**Q:** Sc₃TaO₃ has the formula of an oxide, and scandium and tantalum both form well-known insulating oxides. Is this one of them?

**A:** The density of states in the table below will decide that, but first look at the crystal. Its structure is close to rock salt, with one anion site in four left empty. Three scandium atoms and one tantalum atom share the metal sites of the cubic cell. Tantalum keeps all six of its oxygen neighbours, while scandium keeps four and faces an empty site on each of two opposite sides. The cell may be an invented or metastable form, so the answers describe a model crystal and not necessarily a known material. The table gives the density of states, which is the number of electron states per eV and cell, and shares it out among atomic shells. Energies are counted from the Fermi level, up to which the states are filled.

Density of states of cubic Sc₃TaO₃ (Pm-3m), calculated with Ansatz 0.2.0 using scalar-relativistic PBE, PAW and a 420 eV plane-wave cutoff, without spin polarisation. The k mesh was 8×8×8 with 0.1 eV Gaussian smearing for the ground state and 10×10×10 for the density of states. Shell contributions are summed over all atoms of the element in the cell.

```csv
energy from the Fermi level (eV),density of states total (states/eV/cell),density of states on Sc-3d (states/eV/cell),density of states on O-2p (states/eV/cell),density of states on Ta-5d (states/eV/cell),density of states on Sc-4s (states/eV/cell)
-7.950,4.660,0.250,3.190,0.810,0.240
-7.550,6.490,0.400,4.750,0.820,0.320
-7.150,7.440,0.570,5.890,0.480,0.230
-6.750,5.180,0.730,4.110,0.160,0.060
-6.350,9.010,0.810,7.460,0.500,0.030
-5.950,4.060,0.190,3.650,0.110,0.010
-5.550,0.040,0.000,0.040,0.000,0.000
-5.150,0.000,0.000,0.000,0.000,0.000
-4.750,0.000,0.000,0.000,0.000,0.000
-4.350,0.000,0.000,0.000,0.000,0.000
-3.950,0.000,0.000,0.000,0.000,0.000
-3.550,0.000,0.000,0.000,0.000,0.000
-3.150,0.180,0.080,0.010,0.000,0.080
-2.750,0.540,0.260,0.020,0.070,0.160
-2.350,1.570,0.730,0.060,0.430,0.280
-1.950,2.490,1.170,0.130,0.660,0.440
-1.550,2.570,1.180,0.180,0.720,0.400
-1.150,2.680,1.190,0.220,0.840,0.310
-0.750,2.750,1.250,0.270,1.010,0.100
-0.350,3.800,2.130,0.330,1.100,0.030
0.050,7.340,4.530,0.700,1.650,0.160
0.450,2.190,1.190,0.140,0.570,0.220
0.850,3.680,2.170,0.140,0.760,0.340
1.250,5.680,3.400,0.310,1.250,0.190
1.650,8.490,4.760,0.530,2.320,0.190
2.050,5.730,3.630,0.450,1.190,0.100
2.450,5.170,3.540,0.330,0.910,0.060
2.850,9.730,6.900,0.510,1.690,0.090
3.250,12.470,9.950,0.400,1.020,0.210
```

**Q:** I see a block of states up to about -5.5 eV, then nothing, then states again. Which atoms own the lower block, and isn't the empty stretch the band gap?

**A:** The lower block belongs mainly to oxygen. Its O-2p shell supplies 79% of the density in the printed rows of that block, because oxygen binds its valence electrons more tightly than either metal does. The empty stretch above it is about 2 eV wide. It would be the band gap if the electrons ran out there.

They don't run out there. The Fermi level lies more than 3 eV higher, well inside the upper block, and the row at 0.05 eV has a density of 7.34 states per eV. In this calculation the compound is therefore a metal. The empty stretch only separates the oxygen band from the metal band.

**Q:** Why do electrons go into the upper block at all? Could I have guessed that from the formula?

**A:** Yes, by counting. Three scandium atoms bring three valence electrons each and tantalum brings five, which makes 14. Three oxygen atoms take two each to complete their 2p shells. That leaves eight electrons per cell, and they have to go into states above the oxygen band.

The table lets you check this. The rows lie 0.4 eV apart, so let each stand for a strip of that width. The totals from -3.15 to -0.35 eV add up to 16.58 states per eV. The row at 0.05 eV stands for a strip that begins at -0.15 eV, so only its first 0.15 eV is filled:

$$N \approx 0.4\times 16.58 + 0.15\times 7.34 \approx 7.7$$

Here $N$ is the number of electrons per cell in the filled part of the upper block. It comes out 3% below eight. A small error of this kind is natural, since each row is an average over only 0.2 eV and has to speak for an equal width beside it.

Be careful about what the agreement means. The calculation places the Fermi level so that all electrons fit, so the result is no proof that oxygen carries a charge of -2. It shows that the bands below the empty stretch hold just as many electrons as the ionic count gives to oxygen. Covalent mixing changes the make-up of those bands, but not their number. That is why such a simple count works even in a crystal that is far from ideally ionic.

**Q:** Can I see this covalent mixing in the table?

**A:** Compare the two ends of the printed oxygen block. In the row at -5.95 eV, near its top, O-2p makes up 90% of the density and Ta-5d only about 3%. In the row at -7.95 eV, Ta-5d has risen to 17%. When an oxygen orbital and a metal orbital overlap, the bonding combination moves down in energy and takes some metal character with it. Oxygen orbitals that find no partner stay near the top of the block.

The change between these ends isn't smooth, for the tantalum share rises again a little at -6.35 eV. Scandium doesn't follow the same pattern: its 3d share is largest inside the printed block, with 14% at -6.75 eV. The table also begins inside the oxygen band, so the most strongly bonding states may lie below its first row. The antibonding partners appear in the upper block, where about 0.6 electrons per cell sit in O-2p.

The two metals can be compared fairly here, because the cubic cell makes the Ta–O and Sc–O distances equal. Per contact, the printed oxygen block holds about 0.19 electrons of Ta-5d character and 0.10 of Sc-3d character. The likely reason is that the 5d orbitals reach further out than the 3d orbitals and so overlap more with those of oxygen. If tantalum's d level also lies lower, and thus closer to that of oxygen, this adds to the mixing.

**Q:** Then who holds the eight electrons? I learnt that scandium in oxides is Sc³⁺, with an empty d shell.

**A:** That rule fails here. Of the electrons in the upper block, about 3.9 per cell sit in Sc-3d and 2.2 in Ta-5d. Scandium holds more in total because there are three scandium atoms. Per atom the order is reversed, with 1.3 electrons on each scandium against 2.2 on tantalum.

The preference for tantalum suggests that its d states lie lower than those of scandium. The periodic table alone gives only a mixed hint. Along a transition series the growing nuclear charge pulls the d level down, and tantalum stands two columns to the right of scandium. But it also stands two rows further down, and in these early columns of the transition metals 5d electrons are bound less tightly than 3d electrons. The empty states do fit a lower position for tantalum. Per atom, scandium has the higher d density in every printed row from 2.45 eV up. At 3.25 eV it is 3.3 states per eV on each scandium atom against 1.02 on tantalum. This is support and not proof, because the table ends there, and the tantalum orbitals that point at oxygen may have states higher up.

What needs explaining is why scandium gets so much. In an ordinary scandium oxide there are enough oxygen atoms to take all the valence electrons, so the d bands stay empty. Here there are too few. The nearest metal atoms are 3.16 Å apart, about as close as the atoms in scandium metal. At such distances d orbitals on neighbouring metal atoms overlap directly and spread into a broad band, whose lower part can take the surplus electrons.

The two empty sites beside each scandium should help as well. An oxygen neighbour pushes up the d orbitals that point at it, and scandium has two fewer such neighbours than tantalum. That part is an argument from bonding theory. To test it, one could split the Sc-3d density into its separate orbitals and see whether the one that points at the empty sites lies lower than the one that points at oxygen.

**Q:** The upper block starts with a tiny density at -3.15 eV, and half of that seems to be Sc-4s. Why does an s shell show up there, when d shells dominate the rest of the block?

**A:** "Half" is a little generous. The entries are 0.08 out of 0.18, and with two decimals the true share may be anything from 41 to 49%. The contrast is still beyond doubt, since at -0.35 eV the Sc-4s share has dropped below 1%. The more telling entry in the row at -3.15 eV is the 0.00 under Ta-5d.

A band built from s orbitals has its lowest energy when all of them are in phase, so that the wave has no sign change between neighbouring atoms. Such a wave looks the same after every rotation or reflection of the cube about the tantalum atom. A d orbital doesn't, so Ta-5d cannot take part. An O-2p orbital is excluded too, because it changes sign on inversion through its own nucleus while the wave does not. Sc-3d is allowed, since scandium's surroundings are less symmetric, and it contributes another 0.08.

The row thus has the composition expected of a fully symmetric state. Moving up in energy means leaving the perfectly in-phase arrangement, and the ban is lifted. Ta-5d duly appears at -2.75 eV and is substantial at -2.35 eV. The table doesn't resolve the phases of the waves, so this assignment rests on symmetry and on the match with the shells.

There is also a tempting guess. Six scandium atoms surround each empty anion site, and an in-phase wave could pile up charge inside that hollow. The projection can't settle it, because it credits any such charge to orbitals on the surrounding atoms. A map of the electron density of these states would.

**Q:** Now the row at 0.05 eV. Its density is nearly twice that of the row at -0.35 eV and more than three times that of the row at 0.45 eV. Does such a peak at the Fermi level make the compound a good conductor?

**A:** Not by itself. A peak means that many states are crowded into a narrow range of energy, as happens when the energy of a band hardly changes with the wavelength of the electron. Electrons in such a flat band move slowly. Conduction needs carriers that are both numerous and fast, and the table counts only states.

What the peak does tell you is where the electrons at the Fermi level live. In this row 62% of the density is Sc-3d. A change that acts on scandium's d orbitals, such as a distortion of its surroundings, would therefore be likely to change the peak. Tantalum has a say too: counted per atom, its 5d shell contributes slightly more to this row than scandium's 3d shell does.

**Q:** Suppose I replaced tantalum by hafnium, which has one valence electron fewer. Would the Fermi level leave the peak? And how many digits of the peak would you trust?

**A:** Start by keeping the bands fixed and removing one electron per cell. The shift is one electron divided by the density of states. With the value exactly at the Fermi level, 8.71, the shift is 0.11 eV; with the 3.80 of the row at -0.35 eV it is 0.26 eV. The Fermi level would thus move down by one to three tenths of an eV, towards the lower flank of the peak. The compound would stay a metal, since the density of states is far from zero at both ends of that range. Hafnium's d level also lies higher than tantalum's, however, so the bands themselves would change, and the estimate gives only the direction and rough size of the shift.

As for the digits, the value at the Fermi level is 19% higher than the average over the bin that contains it. So sharp a feature also depends on how densely the wave vectors are sampled. I would say "roughly 7 to 9 states per eV and cell" and leave the decimals alone. Spin-orbit coupling was left out as well. It can shift pure Ta-5d levels by some tenths of an eV, but Ta-5d makes up only 22% of the row at 0.05 eV, so its effect on the peak should be smaller.

The choice of spin matters in a different way. The calculation forced equal numbers of up and down electrons, so its zero magnetic moment is an assumption. A high density at the Fermi level makes it cheap to move electrons from one spin to the other, which favours magnetism. Before relying on the peak I would repeat the calculation with spin allowed, and also let the atoms leave their symmetric positions, because a distortion can split a peak like this one. The count of eight electrons would survive both tests; the height of the peak might not.
